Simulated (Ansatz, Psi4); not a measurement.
## A ladder of methods for HBS (hydrogen boron sulfide)

HBS has 3 atoms, charge 0, and is taken as a singlet. SMILES: `B=S`. Geometry: relaxed at PBE0-D4/def2-TZVP.

```jsonl
{"atom": "B", "x (Å)": "-0.0387", "y (Å)": "-0.0146", "z (Å)": "0.1348"}
{"atom": "S", "x (Å)": "0.3992", "y (Å)": "0.1476", "z (Å)": "-1.3933"}
{"atom": "H", "x (Å)": "-0.3605", "y (Å)": "-0.1331", "z (Å)": "1.2585"}
```

Each level gives the energy change with the B1–H3 bond stretched from 1.175 to 1.351 Å (eV). The values are calculated.

```
                                                                level                   kind  program  value (eV)  less CCSD(T)/def2-TZVPPD  CPU time (all runs)
                                       SVWN5/def2-TZVPPD (restricted)                    LDA     Psi4        0.27                     -0.05                 21 s
                                       B3LYP/def2-TZVPPD (restricted)          global hybrid     Psi4        0.34                     +0.02                 13 s
                                      B2PLYP/def2-TZVPPD (restricted)          double hybrid   Ansatz        0.34                     +0.02                 11 s
DSD-PBEP86/def2-TZVPPD (density fitting for correlation) (restricted)          double hybrid     Psi4        0.33                     +0.01                 32 s
                                     RPA@PBE/def2-TZVPPD (restricted)                    RPA   Ansatz        0.31                     -0.01                 11 s
                                     BCCD(T)/def2-TZVPPD (restricted)  coupled cluster or CI   Ansatz        0.32                      0.00                 18 s
                                     CCSD(T)/def2-TZVPPD (restricted)  coupled cluster or CI   Ansatz        0.32                      0.00                 12 s
                                        CCSD/def2-TZVPPD (restricted)  coupled cluster or CI   Ansatz        0.33                     +0.01                 11 s
```

CCSD(T)/def2-TZVPPD (restricted) is the highest level here, not the true value. The first shape isn't each level's own minimum. The values span 0.27 to 0.34 eV. Times are those of the runs behind each value, whatever else they computed, on shared processors of several kinds: orders of magnitude only.

Stretching the B–H bond costs about the same energy at every level except LDA, whose 0.27 eV lies clearly below the coupled-cluster value of 0.32 eV. The hybrid, double-hybrid and RPA results all fall within 0.02 eV of that value, and differences this small don't establish a ranking among them. LDA's low value probably reflects its tendency to make bonds to hydrogen too long and too soft, so that the stretch starts on the compressed side of its own minimum.

The bond is a strong, weakly polar σ bond between hydrogen and a boron hybrid of high s character, while the B–S π system is orthogonal to it and only indirectly affected. At this modest extension the σ pair is still well described by a single closed-shell determinant. Consistent with this, perturbative triples change the result by only 0.01 eV, and Brueckner orbitals leave it unchanged. The close agreement doesn't carry over to B–H dissociation, where σ and σ* become near-degenerate and a restricted reference fails.
